If the near-hexagonal shape of this tungsten disilicide face were a true symmetry of its levels, a map of them could be cut down to a small wedge of the surface zone. If large outer weights marked surface states, the same thin slab would also show which electrons run along the face of a contact film. The table supports neither shortcut.

Calculated values. Ansatz 0.2.0, PBE with spin-orbit coupling, plane waves and PAW: Kohn-Sham levels of a relaxed five-plane Si2W(110) slab (420 eV cutoff, Gamma-centred 9×9×1 k mesh, 0.1 eV Gaussian smearing, dipole correction). Outer weights are Löwdin weights on the atomic orbitals of the two outer planes of both faces together, averaged over levels within 1.5 meV and not renormalised.

| point label | point a (reciprocal cell vectors) | point b (reciprocal cell vectors) | level b1 from the Fermi level (eV) | outer orbital weight b1 | level b2 from the Fermi level (eV) | outer orbital weight b2 | level a1 from the Fermi level (eV) | outer orbital weight a1 |
| --- | --- | --- | --- | --- | --- | --- | --- | --- |
| X | 0.5000 | 0.0000 | -0.030 | 0.720 | -0.030 | 0.720 | 0.750 | 0.900 |
| between | 0.4167 | 0.0000 | -0.210 | 0.760 | -0.210 | 0.760 | 0.530 | 0.880 |
| between | 0.3333 | 0.0000 | -0.510 | 0.900 | -0.510 | 0.900 | 0.150 | 0.900 |
| between | 0.2500 | 0.0000 | -0.120 | 0.930 | -0.120 | 0.930 | 0.090 | 0.910 |
| between | 0.1667 | 0.0000 | -0.400 | 0.910 | -0.400 | 0.910 | 0.070 | 0.900 |
| between | 0.0833 | 0.0000 | -0.110 | 0.920 | -0.110 | 0.920 | 0.210 | 0.940 |
| G | 0.0000 | 0.0000 | -0.620 | 0.940 | -0.620 | 0.940 | 0.050 | 0.920 |
| between | 0.0000 | 0.0833 | -0.050 | 0.930 | -0.050 | 0.930 | 0.160 | 0.950 |
| between | 0.0000 | 0.1667 | -0.050 | 0.940 | -0.050 | 0.940 | 0.030 | 0.940 |
| between | 0.0000 | 0.2500 | -0.200 | 0.920 | -0.200 | 0.920 | 0.310 | 0.890 |
| between | 0.0000 | 0.3333 | -0.130 | 0.810 | -0.130 | 0.810 | 0.580 | 0.810 |
| between | 0.0000 | 0.4167 | -0.030 | 0.780 | -0.030 | 0.780 | 0.580 | 0.620 |
| Y | 0.0000 | 0.5000 | 0.000 | 0.740 | 0.000 | 0.740 | 0.120 | 0.700 |
| between | 0.0833 | 0.5000 | 0.000 | 0.800 | 0.000 | 0.800 | 0.290 | 0.690 |
| between | 0.1667 | 0.5000 | -0.060 | 0.780 | -0.060 | 0.780 | 0.060 | 0.820 |
| between | 0.2500 | 0.5000 | -0.070 | 0.730 | -0.070 | 0.730 | 0.270 | 0.870 |
| between | 0.3333 | 0.5000 | -0.140 | 0.750 | -0.140 | 0.750 | 0.500 | 0.870 |
| between | 0.4167 | 0.5000 | -0.080 | 0.730 | -0.080 | 0.730 | 0.680 | 0.890 |
| S | 0.5000 | 0.5000 | -0.030 | 0.720 | -0.030 | 0.720 | 0.750 | 0.900 |
| between | 0.4167 | 0.4167 | -0.060 | 0.700 | -0.060 | 0.700 | 0.750 | 0.870 |
| between | 0.3333 | 0.3333 | -0.040 | 0.650 | -0.040 | 0.650 | 0.190 | 0.700 |
| between | 0.2500 | 0.2500 | -0.070 | 0.730 | -0.070 | 0.730 | 0.270 | 0.870 |
| between | 0.1667 | 0.1667 | -0.090 | 0.890 | -0.090 | 0.890 | 0.220 | 0.770 |
| between | 0.0833 | 0.0833 | -0.310 | 0.930 | -0.310 | 0.930 | 0.050 | 0.930 |

**How to read the columns.** The level b1 is the nearest below the Fermi level, b2 the next below, and a1 the nearest above. Levels b1 and b2 coincide in every row because inversion and time reversal together pair the electron states, so they count as one level. Point a and point b, written $k_a$ and $k_b$ here, give the place in the zone in units of the two reciprocal vectors. The slab is a metal, and the distance from b1 to a1 at one point is no band gap.

**Which points repeat.** Seen from above, each plane is almost a regular hexagonal net, with cell edges that differ by only 0.4 %. In an exact hexagonal net X, Y and S would be the same kind of point. X and S do agree, because a mirror of the real, centred rectangular net turns one into the other. The same mirror relates the points (0.25, 0.5) and (0.25, 0.25), whose rows agree as well. Y stands apart: its first level above the Fermi level lies at 0.12 eV, while X has none below 0.75 eV. The levels just below, by contrast, are nearly equal at X and Y.

The mismatch isn't confined to the zone edge. One third of a reciprocal vector from G, a1 is 0.15 eV along the first vector and 0.58 eV along the second. A level that slips across the Fermi level changes column, so a large difference in a1 needn't mean an equally large shift. Here, though, the second point has a level at −0.13 eV, while the first has none between −0.51 and 0.15 eV. The closest possible partner is thus 0.28 eV away. A distortion of 0.4 % usually moves levels by only hundredths of an electronvolt, which is too little.

**Why Y differs.** The likely cause is the way the planes are stacked. In this body-centred tetragonal crystal each (110) plane is shifted against the last by half of the first cell edge. A tungsten atom therefore has two equivalent tungsten neighbours in the next plane, one half an edge forward and one half an edge back. Its nearest neighbours in that plane, two silicon atoms, lie at right angles to this edge. Both kinds of contact single out one of the three directions that a lone plane would treat almost alike.

An electron wave feels this through its phase. Let $t$ be the coupling of an orbital to the same orbital on either neighbour. The two contributions add to

$$t\left(e^{i\pi k_a}+e^{-i\pi k_a}\right)=2t\cos(\pi k_a).$$

At Y, where $k_a=0$, they reinforce each other and give $2t$. At X and S, where $k_a=1/2$, they cancel. A given tungsten orbital thus mixes fully with its copies in the next plane at Y and not at all at X and S, so the levels are expected to spread differently. The same holds for a silicon orbital and its copies, since the whole plane is shifted. The planes still stay coupled at X. Unlike orbitals, such as tungsten $d_{xz}$ and $d_{z^2}$ with $x$ along the first edge and $z$ along the normal, couple with a sine in place of the cosine, and the sine is largest at X. Silicon adds further paths. Its closest neighbours in the next plane don't come in such pairs, so its p orbitals can still couple at X, both to tungsten d and to each other. These shorter contacts also carry different phases at X and Y, and they are expected to add to the mismatch about as much as the tungsten pair does. Spin-orbit coupling mixes the orbitals further, and the argument therefore gives no shift in electronvolts. A slab with unshifted planes would test it, but none is at hand.

The hexagonal form of such disilicides makes a useful contrast. It stacks similar planes but shifts them along the three directions in turn, so its bulk bands keep the equivalence that is lost here.

**The plunge at G.** Level b1 falls to −0.62 eV at G, more than 0.5 eV below its value at the neighbouring points on both axes. The columns rank levels by distance from the Fermi level and don't follow a band. Bands do cross the Fermi level in this slab, so the level that was nearest below may have risen through it and become a1, leaving a deeper one as b1. The three neighbouring rows support this. From 0.05 eV at G, b1 lies 0.16 eV lower one step along the first vector and 0.10 eV lower one step along the second. For a parabolic band with the mirror symmetry of the net, the drop to the diagonal neighbour is the first drop plus twice the second, 0.36 eV, which gives the listed −0.31 eV. The weights of these four levels are also alike, 0.92 to 0.93. The band itself has not been traced. The dips of b1 to −0.51 and −0.40 eV along the first vector may arise in the same way.

**What the outer weight can tell.** The weight is the share of a level on the two outer planes of each face. Four of the five planes therefore count, and only the middle one is left out. A level spread evenly over the slab would already reach 0.80, and the means are hardly higher: 0.82 for b1 and 0.85 for a1.

Even a level that runs through the whole slab can look like a surface state. Take a standing wave on five equally coupled planes. In its simplest form the planes carry weights in the ratio 1 : 3 : 4 : 3 : 1, so the middle one holds 4/12 and the other four hold 2/3. The next wave has a node at the middle plane and puts everything on the other four.

The listed weights run from 0.62 to 0.95, close to this range. They are highest around G, where b1 averages 0.93, which would suit a node at the middle plane with a little weight lost to the vacuum or to shells the datasets lack, such as tungsten 6p. A true surface state would suit it as well. The estimate is weakest at X and S, where the coupling between like tungsten orbitals of adjacent planes cancels. With a single inner plane, the weight can't tell a true surface state from a bulk level that merely avoids the middle. To decide, one needs a thicker slab and the bulk bands projected on this face.
